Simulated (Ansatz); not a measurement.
# Kohn-Sham gap of the 1T-SnSe2 bilayer in a perpendicular field up to 0.40 V/Å (PBE-D3(BJ))

A vacuum field of 0.40 V/Å, taken unscreened over the 9.18 Å between the outermost atomic planes, amounts to 0.40 × 9.18 = 3.67 V. That is more than five times the gap of the 1T-SnSe2 bilayer in eV, yet the gap shrinks by only 0.0666 eV. The question is why so strong a field does so little, and by what law the gap falls. This matters wherever a gate is meant to tune a layered semiconductor. The quantity followed is the PBE-D3(BJ) Kohn-Sham gap with the atoms held in place, measured against its value of 0.654 eV without field.

## How the numbers were made

Ansatz 0.2.0, plane-wave Kohn-Sham DFT with its default PAW datasets at a cutoff of 420 eV, PBE-D3(BJ). The layers are built from structure prototypes; cell and atoms are relaxed as free-standing layers until forces are under 0.004 eV/Å. Single points follow with 18 Å of vacuum and a dipole correction, on meshes of 12 points along each in-plane vector and Fermi-Dirac smearing of 0.026 eV. Bands are read on the mesh and along the symmetry path. Scalar-relativistic, no spin-orbit coupling; spin-paired. A sawtooth field along the normal is then applied with the atoms held; its value is the field in the vacuum, positive pointing up, from the first-named layer to the second. The same in all rows: distance between the outermost atomic planes: 9.18 Å.

Notes on method and selection:

- Semilocal Kohn-Sham gaps lie under quasiparticle gaps, the more so in single layers.
- Fields at which the vacuum level would fall near the conduction edge are left out.
- The strongest fields run are not listed where the lowest empty level could belong to the vacuum.
- Where a layer was run in several sessions, one is listed, by preference one with spin-orbit or weak-field runs; layers with open 3d shells that were run without spin are not listed.
- Runs in which the search for lower states was switched off are not listed.
- The default PAW datasets of this version of Ansatz are the set soft_2.
- Runs that did not converge, have known faults or may not be shown are not listed, and runs on Ansatz's PAW sets soft_1 and soft_2 are kept to separate tables.

Columns:

- field (V/Å): applied field in the vacuum.
- induced dipole (e·Å/nm²): dipole per area less that without field, positive end up.
- gap (eV): Kohn-Sham gap, 0 where there is none.
- Δgap (eV): gap less that without field.

## Table of results

| member | field (V/Å) | induced dipole (e·Å/nm²) | gap (eV) | Δgap (eV) | remark |
| --- | --- | --- | --- | --- | --- |
| −0.40 V/Å | −0.40 | −2.396 | 0.588 | −0.0666 | edges at between Γ and M / M |
| −0.30 V/Å | −0.30 | −1.796 | 0.615 | −0.0397 | edges at between Γ and M / M |
| −0.20 V/Å | −0.20 | −1.197 | 0.636 | −0.0182 | edges at between Γ and M / M |
| −0.10 V/Å | −0.10 | −0.599 | 0.650 | −0.0047 | edges at between Γ and M / M |
| −0.05 V/Å | −0.05 | −0.299 | 0.653 | −0.0012 | edges at between Γ and M / M |
| +0.00 V/Å | 0.00 | 0.000 | 0.654 | 0.0000 | edges at between Γ and M / M |
| +0.05 V/Å | 0.05 | 0.299 | 0.653 | −0.0012 | edges at between Γ and M / M |
| +0.10 V/Å | 0.10 | 0.599 | 0.650 | −0.0047 | edges at between Γ and M / M |
| +0.20 V/Å | 0.20 | 1.197 | 0.636 | −0.0182 | edges at between Γ and M / M |
| +0.30 V/Å | 0.30 | 1.796 | 0.615 | −0.0397 | edges at between Γ and M / M |
| +0.40 V/Å | 0.40 | 2.396 | 0.588 | −0.0666 | edges at between Γ and M / M |

## What drives the series

The gap falls steadily with the strength of the field, and equally for both signs. The AA bilayer has an inversion centre, which makes opposite fields equivalent and rules out a linear term. The fall is nearly quadratic at first and then weaker than quadratic: Δgap/F² is −0.0047 / 0.01 = −0.47 at 0.10 V/Å and −0.0666 / 0.16 = −0.416 at 0.40 V/Å, in eV per (V/Å)².

Much of the smallness comes from screening. At 0.40 V/Å the induced dipole is 2.396 e·Å/nm², or 2.396 / 100 = 0.02396 e/Å. Divided by the vacuum permittivity (1/ε₀ is about 180 V·Å/e), it gives an opposing potential step of 0.02396 × 180 = 4.3 V. This exceeds 3.67 V because the electron cloud reaches beyond the outermost nuclei. Only a small part of the applied potential is left between the layers.

The rest can be described by a two-level model.

1. Each layer contributes one state to the valence edge and one to the conduction edge. Without field, coupling between the layers splits each pair by an energy W, taken to be the same for both pairs.
2. The field shifts the two layers against each other by u = ℓF. With F in V/Å and the effective length ℓ in Å, u is in eV. Screening is contained in ℓ, which is taken as constant because the induced dipole is proportional to the field.
3. Each pair then has diagonal energies ±u/2 and coupling W/2, so its levels lie at ±½√(W² + u²) about their mean.
4. The valence edge is the upper level of its pair and rises; the conduction edge is the lower level of its pair and falls. A common W makes the two shifts equal, which is a simplification: in the runs the valence edge moves more.

Adding the two shifts gives

Δgap = W − √(W² + ℓ²F²).

For small u this becomes −ℓ²F²/(2W). The interlayer coupling thus removes the linear response that two uncoupled layers would show.

## Testing the model

The two parameters are fixed on the members at 0.20 and 0.40 V/Å. With D = −Δgap, squaring the formula gives 2WD + D² = ℓ²F². Energies are in eV and lengths in Å.

At 0.20 V/Å, 2 × 0.0182 = 0.0364 and 0.0182 × 0.0182 = 0.000331, so 0.0364 W + 0.000331 = 0.04 ℓ².

At 0.40 V/Å, 2 × 0.0666 = 0.1332 and 0.0666 × 0.0666 = 0.004436, so 0.1332 W + 0.004436 = 0.16 ℓ².

Four times the first line less the second removes ℓ². The factor of W is 4 × 0.0364 − 0.1332 = 0.0124 and the constant is 0.004436 − 4 × 0.000331 = 0.003112, so W = 0.003112 / 0.0124 = 0.251 eV. Then ℓ² = (0.0364 × 0.251 + 0.000331) / 0.04 = 0.2367 Å², and ℓ = √0.2367 = 0.487 Å.

Three field strengths remain as tests, with W² = 0.251 × 0.251 = 0.0630 eV²:

- 0.05 V/Å: 0.251 − √(0.0630 + 0.2367 × 0.05 × 0.05) = −0.0012 eV; the table has −0.0012 eV.
- 0.10 V/Å: 0.251 − √(0.0630 + 0.2367 × 0.01) = −0.0047 eV; the table has −0.0047 eV.
- 0.30 V/Å: 0.251 − √(0.0630 + 0.2367 × 0.09) = −0.0394 eV; the table has −0.0397 eV.

The negative fields repeat these values by symmetry and add no further test.

The fitted length answers the opening puzzle in numbers. At 0.40 V/Å the layers are shifted against each other by 0.487 × 0.40 = 0.195 eV, about a twentieth of the unscreened 3.67 eV. Part of this reduction is geometric, because the layer centres lie closer together than the outermost atomic planes. In the runs the deep levels of the two layers move apart by nearly the same amount as this fitted shift. At the strongest field listed it is comparable with the splitting of the valence pair, which is smaller than the fitted common W. The coupling still weakens the response of the valence edge there, but no longer dominates it.

## Exceptions

The miss at 0.30 V/Å is only 0.0003 eV, but the parameters depend on the members chosen. Fixed on 0.20 and 0.30 V/Å instead, with 0.09 / 0.04 = 2.25 as the ratio of the squared fields, the same equations give W = (0.0397 × 0.0397 − 2.25 × 0.0182 × 0.0182) / (2.25 × 2 × 0.0182 − 2 × 0.0397) = 0.332 eV and ℓ² = (0.0364 × 0.332 + 0.000331) / 0.04 = 0.3104 Å². At 0.40 V/Å they then predict 0.332 − √(0.332 × 0.332 + 0.3104 × 0.16) = −0.0679 eV, which is 0.0013 eV deeper than the table and more than rounding allows. W is therefore an effective parameter, not a measured band splitting.

Two assumptions fail. The first is that both pairs have the same splitting. Measured against the mean of the two layers' deep levels, the valence edge rises by clearly more than the conduction edge falls. For the same shift between the layers, the model then needs a smaller splitting for the valence pair than for the conduction pair, and the fitted W stands for neither alone.

The second is that the band edges stay at fixed points of the zone. At 0.30 and 0.40 V/Å the valence edge read along the path lies closer to Γ on the line to M than at weaker fields, while the conduction edge stays at M. This deepens the fall of the gap at 0.30 V/Å; the fit on 0.20 and 0.30 V/Å takes the extra depth for a larger W and overshoots at 0.40 V/Å. On the 12-point mesh, which is too coarse for the valence edge to follow, the same fit meets the mesh gap at 0.40 V/Å within rounding and gives a smaller W. The miss therefore comes from following the valence edge along the path. How much of it is the true movement and how much the spacing of the path points is not separated here. The fit on 0.20 and 0.40 V/Å mixes edge positions in the same way, so its W and ℓ are effective values too.

## Summary

Between −0.40 and +0.40 V/Å the gap falls equally for both signs of the field, quadratically at first and less than quadratically later, and a model of two coupled, strongly screened layers reproduces the gap to about 0.001 eV. It does not describe the two edges separately: the valence edge shifts more than the conduction edge and also moves within the zone, so the fitted W is not the splitting of either pair. Stronger fields are left out where the vacuum level would come near the conduction edge or the lowest empty level could belong to the vacuum, so no field for closing the gap is derived here.

The largest omitted effect is the quasiparticle correction. It would raise the gap, probably by several tenths of an eV or more, which is well above the 0.0666 eV spanned by the table. The changes with field are therefore more useful than the absolute gaps, although the correction may itself vary somewhat with field.
